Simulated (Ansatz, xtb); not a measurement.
Relative energy of two isomers of CH7ClGeSi

We compare X, `[SiH3][GeH2][CH2]Cl`, a singlet, with Y, `C[SiH2][GeH2][Cl]`, a singlet. Both are isolated molecules in the gas phase, relaxed with PBE-D3(BJ)/def2-SVP; the shapes shown needn't be the lowest conformers.

X (Å):

```xyz
11

C    -1.8356    0.8744   -1.4360
Cl   -1.5670   -0.4887   -2.5889
Ge   -0.7739    0.5584    0.2161
Si    1.4481   -0.0058   -0.4690
H     1.4982   -1.4078   -1.0054
H     1.8908    0.9557   -1.5392
H     2.3934    0.1045    0.6977
H    -1.4447   -0.5935    1.0113
H    -0.8189    1.8508    1.0838
H    -1.5147    1.8085   -1.9356
H    -2.9203    0.9363   -1.2252
```

Y (Å):

```xyz
11

C     1.1951   -0.1321   -0.0568
Cl   -2.3131   -1.5042   -0.8022
Ge   -1.8539    0.4964   -1.6121
Si   -0.0697    1.2626   -0.2101
H     1.9710    0.1146    0.6950
H     0.6774   -1.0619    0.2529
H     1.6937   -0.3203   -1.0284
H     0.5311    2.5131   -0.8002
H    -0.6712    1.6094    1.1256
H    -1.4688    0.2729   -3.1016
H    -3.1775    1.3064   -1.5483
```

**Question.** Which of the two would you expect CCSD(T)/def2-SVP + ΔMP2/def2-TZVPP electronic energies to favour?

**Answer.** Structure Y; the calculation gives E(Y) − E(X) = −154.8 kJ/mol.

The same difference at several levels:

| level | geometry | E(Y) − E(X) (kJ/mol) | departure from the last row (kJ/mol) | job, with rough time for the two |
| --- | --- | --- | --- | --- |
| GFN2-xTB | GFN2-xTB | −149.8 | +5.0 | optimisation, 0.2 s |
| HF/STO-3G | GFN2-xTB | −176.6 | −21.9 | single point, 0.9 s |
| r2SCAN-D4/def2-SVP | GFN2-xTB | −160.6 | −5.9 | single point, 3.7 s |
| PBE-D3(BJ)/def2-SVP | PBE-D3(BJ)/def2-SVP | −154.9 | −0.1 | optimisation, 44 s |
| HF/def2-SVP | PBE-D3(BJ)/def2-SVP | −171.9 | −17.1 | part of the CCSD(T) run |
| MP2/def2-SVP | PBE-D3(BJ)/def2-SVP | −158.4 | −3.7 | part of the CCSD(T) run |
| CCSD(T)/def2-SVP | PBE-D3(BJ)/def2-SVP | −153.3 | +1.5 | single point |
| CCSD(T)/def2-SVP + ΔMP2/def2-TZVPP | PBE-D3(BJ)/def2-SVP | −154.8 |  | single point, 47 s |

As drawn, Y has 1 C–Si, 1 Cl–Ge, 1 C–H in place of 1 C–Ge, 1 C–Cl, 1 Si–H.

None of the levels shown reverses the order. The largest departure from CCSD(T)/def2-SVP + ΔMP2/def2-TZVPP is that of HF/STO-3G, 21.9 kJ/mol. The last row adds to CCSD(T) the change of the MP2 difference between the two basis sets, here −1.5 kJ/mol.

With thermal terms from frequencies at re-optimised GFN2-xTB minima (ideal gas, soft modes damped towards free rotors, one conformer each, 298.15 K, 1 atm): on the last row, ΔE + ΔZPE = −148.2, ΔH = −148.0, ΔG = −148.8 kJ/mol.

The correlated steps freeze 20 core orbitals; the filled d shell of Ge is correlated, in a basis made for valence electrons. Programs: Ansatz 0.2.0, xtb 6.7.1; the last row on 2 threads of Intel(R) Xeon(R) Processor @ 2.70GHz on a shared host.

Y lies far below X, and all three bond exchanges point the same way. Moving chlorine from carbon to the more electropositive germanium gives a longer but stronger bond with a large ionic contribution, while C–Si replaces the weaker C–Ge bond and C–H the weaker Si–H bond. The total doesn't separate these contributions, though the chlorine transfer is probably a major one.

Hartree–Fock already gives the preference but exaggerates it, so correlation stabilises X more than Y; the driving force is therefore not a correlation effect. Zero-point energy trims the gap slightly, as expected when a stiff C–H stretch replaces a softer Si–H one. Entropy hardly matters, since both isomers are single, open-chain molecules.

The preference is thermodynamic and implies nothing about how readily X would rearrange. Nor does it make Y the most stable isomer of this composition: one with chlorine on silicon could well lie lower, given the strength of the Si–Cl bond.
